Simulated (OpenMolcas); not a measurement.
# C6H10O (cyclohexanone): the HOMO–LUMO gap, rung by rung

The species is C6H10O (17 atoms), meant as a singlet with charge 0. SMILES: `O=C1CCCCC1`. Geometry: relaxed at PBE0-D4/def2-TZVP. This is one conformer, not always the lowest.

Quantity: the HOMO–LUMO gap, in eV. The values are calculated.

```
                              level           kind     program  value (eV)  CPU time
    HF/6-31G* (spherical functions)   Hartree–Fock  OpenMolcas       14.93      37 s
 SVWN5/6-31G* (spherical functions)            LDA  OpenMolcas        3.73   2.7 min
revPBE/6-31G* (spherical functions)            GGA  OpenMolcas        3.87   3.3 min
 M06-L/6-31G* (spherical functions)       meta-GGA  OpenMolcas        4.49   3.8 min
 B3LYP/6-31G* (spherical functions)  global hybrid  OpenMolcas        6.11   3.1 min
```

The values span 3.73 to 14.93 eV. Orbital gaps aren't excitation energies; they tend to grow with the share of exact exchange. Times are those of the runs behind each value, whatever else they computed, on shared processors of several kinds: orders of magnitude only.

The spread reflects how each method treats the empty orbital more than any change in the molecule. In a saturated cyclic ketone the frontier pair should be the in-plane oxygen lone pair and the carbonyl π* orbital. Semilocal functionals place both in the same multiplicative potential, so the empty level feels the attraction of a missing electron much as an occupied one does, and the gap stays small. In Hartree–Fock the virtual orbital instead sees all the electrons, as an added electron would, and is pushed up, while the lone pair is bound more deeply; B3LYP mixes the two pictures. The step from revPBE (3.87 eV) to M06-L (4.49 eV) involves no exact exchange and probably stems from the latter's dependence on the kinetic-energy density, which makes its potential orbital-dependent. The Hartree–Fock value of 14.93 eV shouldn't be taken as a converged gap: the ketone binds no extra electron in a valence orbital, and diffuse functions would probably replace π* with a lower, continuum-like LUMO.
